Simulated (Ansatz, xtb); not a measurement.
Two isomers of C2H5BrGe

We compare I, `C[CH2][Ge][Br]`, a singlet, with II, `C=[CH][GeH2][Br]`, a singlet. Both are isolated molecules in the gas phase, relaxed with B3LYP-D3(BJ)/def2-SVP; the shapes shown needn't be the lowest conformers.

I (Å):

```xyz
9

C    -0.9080    0.5631    0.1226
C    -0.2860   -0.8098   -0.1099
Br   -3.5749   -1.5712    0.0537
Ge   -1.3948   -2.4854   -0.2404
H    -1.6178    0.8222   -0.6778
H    -0.1405    1.3544    0.1636
H    -1.4737    0.5923    1.0664
H     0.3086   -0.8331   -1.0470
H     0.4511   -1.0615    0.6810
```

II (Å):

| atom | x (Å) | y (Å) | z (Å) |
| --- | --- | --- | --- |
| C | -0.6831 | 1.1540 | 0.0169 |
| C | -0.6558 | -0.0131 | 0.6663 |
| Br | -1.9242 | -1.3164 | -2.2981 |
| Ge | -1.2174 | -1.7080 | -0.1033 |
| H | -1.0341 | 1.2278 | -1.0179 |
| H | -0.3552 | 2.0840 | 0.4945 |
| H | -0.2975 | -0.0498 | 1.7037 |
| H | -2.4140 | -2.3213 | 0.6494 |
| H | -0.0613 | -2.7238 | -0.1803 |

Question: Which of the two would you expect CCSD(T)/def2-SVP + ΔMP2/def2-TZVPP electronic energies to favour?

Answer: Structure I; the calculation gives E(II) − E(I) = +0.274 eV.

How the difference moves with the method:

```tsv
level	geometry	E(II) − E(I) (eV)	departure from the last row (eV)	job, with rough time for the two
GFN2-xTB	GFN2-xTB	+1.657	+1.382	optimisation, 0.14 s
HF/STO-3G	GFN2-xTB	+0.028	−0.246	single point, 0.68 s
r2SCAN-D4/def2-SVP	GFN2-xTB	+0.520	+0.245	single point, 5 s
B3LYP-D3(BJ)/def2-SVP	B3LYP-D3(BJ)/def2-SVP	+0.578	+0.303	optimisation, 3.1 min
HF/def2-SVP	B3LYP-D3(BJ)/def2-SVP	+0.257	−0.017	part of the CCSD(T) run
MP2/def2-SVP	B3LYP-D3(BJ)/def2-SVP	+0.302	+0.027	part of the CCSD(T) run
CCSD(T)/def2-SVP	B3LYP-D3(BJ)/def2-SVP	+0.323	+0.049	single point
CCSD(T)/def2-SVP + ΔMP2/def2-TZVPP	B3LYP-D3(BJ)/def2-SVP	+0.274		single point, 55 s
```

As drawn, II has 1 C=C, 2 Ge–H in place of 1 C–C, 2 C–H.

None of the levels shown reverses the order. The largest departure from CCSD(T)/def2-SVP + ΔMP2/def2-TZVPP is that of GFN2-xTB, 1.382 eV. The last row adds to CCSD(T) the change of the MP2 difference between the two basis sets, here −0.049 eV.

With harmonic frequencies from B3LYP-D3(BJ)/def2-SVP (ideal gas, rigid rotor, one conformer each, 298.15 K, 1 atm): on the last row, ΔE + ΔZPE = +0.116 eV. A mode under 50 cm⁻¹ makes harmonic enthalpies and free energies unreliable, so none is given.

The correlated steps freeze 20 core orbitals; the filled d shell of Br and Ge is correlated, in a basis made for valence electrons. Codes used: Ansatz 0.2.0, xtb 6.7.1; the last row on 2 threads of Arm Neoverse V1 on a shared host.

The ethylbromogermylene, I, lies below vinylbromogermane, II, even though its germanium is divalent and electron-deficient. Going to II oxidises Ge(II) to Ge(IV), but the two Ge–H bonds gained are weaker than the two C–H bonds lost, and a C–C π bond is a modest return for the rest. Germanium also gives up a 4s-rich lone pair, whose reluctance to take part in bonding grows down group 14. Bromine probably helps I further, by increasing the s character of that pair and donating π density into the empty 4p orbital.

Hartree–Fock in the def2-SVP basis already gives +0.257 eV, so the preference does not depend on a large net correlation contribution. Zero-point motion narrows the gap to +0.116 eV, as expected when stiff C–H vibrations are exchanged for softer Ge–H ones. The preference for I is therefore modest, and it does not imply that the germylene would persist in bulk, where dimerisation or insertion through the vacant 4p orbital could consume it.
